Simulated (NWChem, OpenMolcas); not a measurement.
# C2H3F3 (1,1,1-trifluoroethane): methods side by side

C2H3F3 has 8 atoms, charge 0, and is taken as a singlet. SMILES: `CC(F)(F)F`. Geometry: relaxed at PBE0-D4/def2-TZVP.

Each level gives the dipole moment (D). The values are calculated.

```json
{"level": "HF/cc-pVDZ", "kind": "Hartree–Fock", "program": "NWChem", "value (D)": "2.52", "CPU time": "21 s"}
{"level": "BLYP/cc-pVDZ", "kind": "GGA", "program": "OpenMolcas", "value (D)": "1.93", "CPU time": "32 s"}
{"level": "PBE/cc-pVDZ", "kind": "GGA", "program": "NWChem", "value (D)": "1.94", "CPU time": "19 s"}
{"level": "TPSS/cc-pVDZ", "kind": "meta-GGA", "program": "NWChem", "value (D)": "2.00", "CPU time": "25 s"}
{"level": "B3LYP/cc-pVDZ", "kind": "global hybrid", "program": "NWChem", "value (D)": "?", "CPU time": "32 s"}
{"level": "BHLYP/cc-pVDZ", "kind": "global hybrid", "program": "NWChem", "value (D)": "?", "CPU time": "32 s"}
{"level": "M06-2X/cc-pVDZ", "kind": "hybrid meta-GGA", "program": "NWChem", "value (D)": "2.24", "CPU time": "53 s"}
{"level": "M06/cc-pVDZ", "kind": "hybrid meta-GGA", "program": "OpenMolcas", "value (D)": "2.22", "CPU time": "15 s"}
```

(1) Estimate what the levels marked ? give.

## Answers

(1) As computed at these levels: B3LYP/cc-pVDZ: 2.10 D; BHLYP/cc-pVDZ: 2.31 D. Measured: 2.32 D (NIST CCCBDB). Nearest: BHLYP/cc-pVDZ (-0.01 D); farthest: BLYP/cc-pVDZ (-0.39 D). The measured dipole is a vibrational average, so differences of a few hundredths of a debye mean little. Computed less measured by kind, in D (cc-pVDZ rows): Hartree–Fock +0.20; GGA -0.39 to -0.38; meta-GGA -0.32; global hybrid -0.22 to -0.01. CPU times are rough (shared hosts, several kinds of processor): they show what a rung costs within a factor of a few.

The dipole of 1,1,1-trifluoroethane lies along the C–C axis, with its negative end at the CF3 group, where the three polar C–F bonds add up. The calculated size depends mainly on how much charge each method leaves on fluorine. BLYP and PBE, at 1.93 and 1.94 D, give the least polar molecule and Hartree–Fock, at 2.52 D, the most, probably because exact exchange holds density more tightly on fluorine while semilocal exchange lets it spread back towards carbon.

Going from B3LYP to BHLYP fits this picture, but the exchange fraction alone does not order every row. M06-2X contains about twice as much exact exchange as M06 yet gives almost the same dipole, and it falls below BHLYP despite a slightly larger share. The rest of the functional therefore matters too. The close match of BHLYP with experiment is not proof of a better density, since cc-pVDZ lacks the diffuse functions that fluorine's lone pairs call for, and functional and basis errors may partly cancel.
